**Oscillator models for the imaginary-frequency polarisabilities of Cs27+**

The table holds the dipole and quadrupole polarisabilities of Ni-like Cs27+ at 16 imaginary frequencies from relativistic RPA (no-pair Dirac-Coulomb, B-spline basis). The program compares single oscillators (10 electrons, 28 electrons, or a frequency fitted to the 15 rows of nonzero frequency) with one oscillator per subshell built from electron counts and the static subshell parts of the same run. The effective dipole frequency drifts from 37 to 50 hartree, and the single oscillators miss by up to 62, 38 and 17 %. The subshell model has no fitted parameter, stays within 8.2 % and gives C₆ to 1.4 %, but it is too low at middle frequencies and overestimates the mean excitation energy by 25 %. The quadrupole curve is closer to one oscillator (within 10 %), and borrowing the dipole subshell frequencies overshoots it by up to 11 %.

Dipole and quadrupole polarisabilities of Cs27+ (Z = 55, closed shell [Ar] 3d10) at imaginary frequency, computed with B-spline many-body code 1. The method is relativistic RPA (time-dependent Dirac-Hartree-Fock) with the no-pair Dirac-Coulomb Hamiltonian, a B-spline basis and a finite nucleus of rms radius 4.8041 fm.

## Script

```python
# Table: dipole and quadrupole polarisabilities of Cs27+ ([Ar]3d10) at imaginary frequency,
# B-spline many-body code, relativistic RPA, no-pair Dirac-Coulomb. Tested: one oscillator
# (10 or 28 electrons, or fitted frequency) against one oscillator per subshell (nothing fitted).
T = {
    'imaginary_frequency': [0.0, 2.96, 7.41, 14.8, 22.2, 29.6, 44.4, 59.3, 74.1, 104.0, 148.0, 222.0, 296.0, 444.0, 741.0, 1480],  # hartree
    'dipole_polarisability_curve': [0.01046, 0.0104, 0.01006, 0.009055, 0.007802, 0.006581, 0.004633, 0.00333, 0.002481, 0.001504, 0.0008502, 0.0004237, 0.0002537, 0.0001205, 4.575e-05, 1.198e-05],  # bohr³
    'quadrupole_polarisability_curve': [0.001425, 0.001416, 0.001374, 0.001249, 0.001093, 0.0009393, 0.0006823, 0.0004998, 0.0003758, 0.0002281, 0.0001272, 6.153e-05, 3.593e-05, 1.651e-05, 6.058e-06, 1.537e-06],  # bohr⁵
}
import numpy as np
from scipy.optimize import minimize_scalar
from scipy.constants import physical_constants as pc
w = np.array(T['imaginary_frequency'][1:], float)
a1 = np.array(T['dipole_polarisability_curve'][1:], float)
a2 = np.array(T['quadrupole_polarisability_curve'][1:], float)
# further outputs of the same run: static values (coupled, uncoupled), Cauchy moment, C6,
# mean excitation energy, static subshell parts (1s quadrupole part not given, taken as 0)
A1, A1u, A2, A2u = 0.0104625, 0.0106687, 0.00142478, 0.00136451
S4, C6, I = 7.62059e-06, 0.00325862, 2454.35 / pc['Hartree energy in eV'][0]
nm = ['1s', '2s', '2p-', '2p+', '3s', '3p-', '3p+', '3d-', '3d+']
f = np.array([2, 2, 2, 4, 2, 2, 4, 4, 6.])
p1 = np.array([2.10219e-07, 8.93493e-06, 1.39967e-05, 3.19581e-05, 0.000318803,
               0.000486807, 0.00130591, 0.00325814, 0.00503769])
p2 = np.array([0, 2.42963e-07, 4.18576e-07, 1.08653e-06, 0.000105205,
               0.000163557, 0.000419692, 0.000281473, 0.000453102])
half = lambda x, n: 0.5 * 10**(np.floor(np.log10(x)) - n + 1) / x
one = lambda A, w0: A / (1 + (w / w0)**2)
fit = lambda a, A: minimize_scalar(lambda x: np.sum(np.log(one(A, x) / a)**2), bounds=(10, 100), method='bounded').x
weff = lambda a, A: w * np.sqrt(a / (A - a))
dwe = lambda a, A: weff(a, A) * (half(w, 3) + 0.5 * half(a, 4) * A / (A - a))
err = lambda m, a: 100 * (m / a - 1)
wi = np.sqrt(f / p1)
parts = p1[:, None] / (1 + (w / wi[:, None])**2)
sub1 = parts.sum(0)
sub2 = (p2[:, None] / (1 + (w / wi[:, None])**2)).sum(0)
w10, w28, wf1, wf2 = np.sqrt(10 / A1), np.sqrt(28 / A1), fit(a1, A1), fit(a2, A2)
e1, e2, d1, d2 = weff(a1, A1), weff(a2, A2), dwe(a1, A1), dwe(a2, A2)
print('w (hartree) | dipole: w^2*a, w_eff +- rounding | quadrupole: same (a.u.)')
for k in range(len(w)):
    print(f'{w[k]:7.2f} | {w[k]**2*a1[k]:6.2f} {e1[k]:5.1f} +-{d1[k]:.1f} | {w[k]**2*a2[k]:6.3f} {e2[k]:5.1f} +-{d2[k]:.1f}')
E = [err(one(A1, w10), a1), err(one(A1, w28), a1), err(one(A1, wf1), a1), err(sub1, a1),
     err(one(A2, wf2), a2), err(sub2, a2)]
rnd = 100 * (half(a1, 4) + 2 * (1 - a1 / A1) * half(w, 3))
inner = 100 * parts[:4].sum(0) / sub1
print('w | error % dipole: f=10, f=28, fit, subshell | quad: fit, subshell | rounding % | model n<=2 share %')
for k in range(len(w)):
    print(f'{w[k]:7.2f} |' + ''.join(f'{e[k]:6.1f}' for e in E[:4]) + ' |' + ''.join(f'{e[k]:6.1f}' for e in E[4:]) + f' | {rnd[k]:.2f} | {inner[k]:.1f}')
print('worst error % (at w), same order: ' + ', '.join(f'{e[np.argmax(abs(e))]:+.1f} ({w[np.argmax(abs(e))]:g})' for e in E))
print(f'one-oscillator w0 (hartree): f=10 {w10:.1f}, f=28 {w28:.1f}, fit dipole {wf1:.1f}, fit quadrupole {wf2:.1f}')
print('subshell w_i (hartree): ' + ', '.join(f'{n} {x:.0f}' if x > 100 else f'{n} {x:.1f}' for n, x in zip(nm, wi)))
sh = lambda p: f'3d {100*p[7:].sum()/p.sum():.1f}, 3p {100*p[5:7].sum()/p.sum():.1f}, 3s {100*p[4]/p.sum():.1f}, n<=2 {100*p[:4].sum()/p.sum():.2f}'
print(f'static shares %: dipole {sh(p1)}; quadrupole {sh(p2)}')
hw = lambda a, A: np.interp(2, A / a, w**2)**0.5
print(f'half-value w (1/a interpolated in w^2): dipole {hw(a1, A1):.1f}, quadrupole {hw(a2, A2):.1f} hartree')
print(f'run: sqrt(a0/S(-4)) = {np.sqrt(A1/S4):.1f} hartree; effective electrons a0^2/S(-4) = {A1**2/S4:.1f}')
s4 = [A1 / w10**2, A1 / w28**2, A1 / wf1**2, np.sum(p1 / wi**2)]
print('Cauchy S(-4) error %, f=10, f=28, fit, subshell: ' + ', '.join(f'{err(x, S4):+.1f}' for x in s4))
c6 = [0.75 * A1**2 * x for x in (w10, w28, wf1)]
c6.append(1.5 * np.sum(np.outer(p1 * wi, p1 * wi) / np.add.outer(wi, wi)))
print('C6 error %, f=10, f=28, fit, subshell: ' + ', '.join(f'{err(x, C6):+.1f}' for x in c6))
Im = np.exp(np.sum(f * np.log(wi)) / f.sum())
print(f'mean excitation energy (hartree): run {I:.1f}, subshell model {Im:.1f} ({err(Im, I):+.0f} %)')
k = int(np.argmin(abs(w - 15)))
print(f'w_eff(last)/w_eff({w[k]:g}): dipole {e1[-1]/e1[k]:.2f}, quadrupole {e2[-1]/e2[k]:.2f}; last dipole w^2*a: table {w[-1]**2*a1[-1]:.1f}, subshell {w[-1]**2*sub1[-1]:.1f}')
print(f'static coupled vs uncoupled: dipole {err(A1, A1u):+.1f} %, quadrupole {err(A2, A2u):+.1f} %')
assert np.all(np.diff(a1) < 0) and np.all(np.diff(a2) < 0)
assert np.all(np.diff(w**2 * a1) > 0) and 18 < w[-1]**2 * a1[-1] < 28
assert e1[-1] / e1[k] > e2[-1] / e2[k] > 1.1
assert abs(E[3]).max() < min(abs(E[0]).max(), abs(E[1]).max())
```

Running it gives:

```
w (hartree) | dipole: w^2*a, w_eff +- rounding | quadrupole: same (a.u.)
   2.96 |   0.09  38.2 +-1.6 |  0.012  37.6 +-1.1
   7.41 |   0.55  37.0 +-0.3 |  0.075  38.5 +-0.2
  14.80 |   1.98  37.5 +-0.1 |  0.274  39.5 +-0.2
  22.20 |   3.85  38.0 +-0.1 |  0.539  40.3 +-0.1
  29.60 |   5.77  38.5 +-0.1 |  0.823  41.2 +-0.1
  44.40 |   9.13  39.6 +-0.0 |  1.345  42.6 +-0.1
  59.30 |  11.71  40.5 +-0.0 |  1.758  43.6 +-0.0
  74.10 |  13.62  41.3 +-0.0 |  2.063  44.4 +-0.0
 104.00 |  16.27  42.6 +-0.2 |  2.467  45.4 +-0.2
 148.00 |  18.62  44.0 +-0.2 |  2.786  46.3 +-0.2
 222.00 |  20.88  45.6 +-0.1 |  3.032  47.2 +-0.1
 296.00 |  22.23  46.7 +-0.1 |  3.148  47.6 +-0.1
 444.00 |  23.75  47.9 +-0.1 |  3.255  48.1 +-0.1
 741.00 |  25.12  49.1 +-0.0 |  3.326  48.4 +-0.0
1480.00 |  26.24  50.1 +-0.2 |  3.367  48.6 +-0.2
w | error % dipole: f=10, f=28, fit, subshell | quad: fit, subshell | rounding % | model n<=2 share %
   2.96 |  -0.3   0.3   0.2  -0.0 |   0.2   0.1 | 0.05 | 0.5
   7.41 |  -1.6   1.9   1.3   0.1 |   1.2   0.6 | 0.05 | 0.5
  14.80 |  -6.0   6.8   4.5   0.1 |   3.7   1.8 | 0.10 | 0.6
  22.20 | -11.5  13.2   8.4  -0.0 |   6.4   3.2 | 0.12 | 0.7
  29.60 | -17.1  19.8  11.8  -0.4 |   8.3   4.4 | 0.13 | 0.8
  44.40 | -26.3  30.0  15.9  -1.4 |   9.8   6.5 | 0.14 | 1.2
  59.30 | -32.9  35.8  16.7  -2.5 |   9.3   8.1 | 0.13 | 1.7
  74.10 | -37.5  38.2  15.7  -3.6 |   8.0   9.2 | 0.12 | 2.2
 104.00 | -43.5  38.0  12.1  -5.4 |   5.1  10.3 | 0.86 | 3.6
 148.00 | -48.5  34.0   6.6  -7.3 |   1.7  10.5 | 0.63 | 6.0
 222.00 | -53.0  27.2  -0.1  -8.2 |  -1.6  10.3 | 0.44 | 10.5
 296.00 | -55.5  22.2  -4.5  -7.8 |  -3.4  10.1 | 0.35 | 14.6
 444.00 | -58.1  16.3  -9.5  -5.9 |  -5.3  10.2 | 0.26 | 20.5
 741.00 | -60.3  10.9 -13.8  -3.3 |  -6.7  10.6 | 0.15 | 26.2
1480.00 | -61.9   6.6 -17.3  -1.6 |  -7.5  10.8 | 0.72 | 30.4
worst error % (at w), same order: -61.9 (1480), +38.2 (74.1), -17.3 (1480), -8.2 (222), +9.8 (44.4), +10.8 (1480)
one-oscillator w0 (hartree): f=10 30.9, f=28 51.7, fit dipole 45.6, fit quadrupole 46.8
subshell w_i (hartree): 1s 3084, 2s 473, 2p- 378, 2p+ 354, 3s 79.2, 3p- 64.1, 3p+ 55.3, 3d- 35.0, 3d+ 34.5
static shares %: dipole 3d 79.3, 3p 17.1, 3s 3.0, n<=2 0.53; quadrupole 3d 51.6, 3p 40.9, 3s 7.4, n<=2 0.12
half-value w (1/a interpolated in w^2): dipole 39.3, quadrupole 42.5 hartree
run: sqrt(a0/S(-4)) = 37.1 hartree; effective electrons a0^2/S(-4) = 14.4
Cauchy S(-4) error %, f=10, f=28, fit, subshell: +43.6, -48.7, -33.9, -1.8
C6 error %, f=10, f=28, fit, subshell: -22.1, +30.3, +14.8, -1.4
mean excitation energy (hartree): run 90.2, subshell model 112.8 (+25 %)
w_eff(last)/w_eff(14.8): dipole 1.33, quadrupole 1.23; last dipole w^2*a: table 26.2, subshell 25.8
static coupled vs uncoupled: dipole -1.9 %, quadrupole +4.4 %
```
